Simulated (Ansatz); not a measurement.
# As: pressure and energy change per atom as volume scale varies

Plane-wave DFT, scalar-relativistic PAW made under PBE with cores redone for the functional, no dispersion; the given relaxed cell is scaled uniformly, energy at zero smearing counts from the unscaled cell, pressure at the given Fermi-Dirac smearing is positive in compression. The results are calculated, by Ansatz 0.2.0.

The cell before it is scaled or strained (space group Fd-3m, No. 227):
```
cell vectors (Å)
   0.0000     2.9833     2.9833
   2.9833     0.0000     2.9833
   2.9833     2.9833     0.0000
atoms (fractions of the cell vectors)
As  0.12500  0.12500  0.12500
As  0.87500  0.87500  0.87500
```

Settings of every row: spin polarised no; functional LDA; wave cutoff 420 eV; smearing width 0.1 eV; k mesh 10x10x10.

Atom starting moment: 0 on all atoms.

Limits: the cell comes from a prototype or a list of computed structures and needn't be the stable phase.

| row | volume scale | V (Å³/atom) | pressure (GPa) | energy change per atom (meV) |
| --- | --- | --- | --- | --- |
| 1 | 0.88 | 23.365 | 8.5 | 75.38 |
| 2 | 0.92 | 24.427 | 5.06 | 30.95 |
| 3 | 0.96 | 25.49 | 2.23 | 7.02 |
| 4 | 1.04 | 27.614 | -2.07 | 7.12 |
| 5 | 1.08 | 28.676 | ? | ? |
| 6 | 1.12 | 29.738 | -5.04 | 54.93 |

Question: what pressure and energy change per atom should row 5 give?

Worked fit of pressure. Take u = (V_r/V)^(2/3) − 1 with V_r = 25.49 Å³ an atom, which is twice the finite (Eulerian) strain; such expansions in the strain, on which the Birch-Murnaghan equation of state is built, carry the rest volume and the bulk modulus. The shown rows have u = 0.05975, 0.02881, 0, -0.05196, -0.09766. Least squares give pressure = 2.234 + 93.18 × u + 192.3 × u² GPa; a straight line predicts inner rows, each left out in turn, worse (root mean square 0.55 against 0.026 GPa). The rows lie off it by 0.01, -0.02, 0.00, 0.02, -0.01. The pressure vanishes at u = -0.0253, or V = 26.49 Å³ an atom, and there the bulk modulus at fixed shape and fractions is B = −V dP/dV = (2/3)(1 + u) dP/du = 54.2 GPa. The withheld row has u = -0.07551, so the fit gives 2.234 + 93.18 × (-0.07551) + 192.3 × (-0.07551)² = -3.71 GPa.

The calculation gave -3.7 GPa. The fit lies 0.01 GPa (0.074 % of the column's range) below it, one unit of the last digit.

Worked fit of energy change per atom. Take u = (V_r/V)^(2/3) − 1 with V_r = 25.49 Å³ an atom, which is twice the finite (Eulerian) strain; such expansions in the strain, on which the Birch-Murnaghan equation of state is built, carry the rest volume and the bulk modulus. The shown rows have u = 0.05975, 0.02881, 0, -0.05196, -0.09766. Least squares give energy change per atom = 6.819 + 527.82 × u + 10430.2 × u² meV; a straight line predicts inner rows, each left out in turn, worse (root mean square 30 against 0.56 meV). The rows lie off it by -0.21, 0.27, 0.20, -0.43, 0.18 (root mean square 0.27 meV). The withheld row has u = -0.07551, so the fit gives 6.819 + 527.82 × (-0.07551) + 10430.2 × (-0.07551)² = 26.43 meV.

The calculation gave 26.09 meV. The fit lies 0.34 meV (1.3 % of the value, 0.5 % of the column's range) above it; its largest miss of a shown row is 0.43 meV.
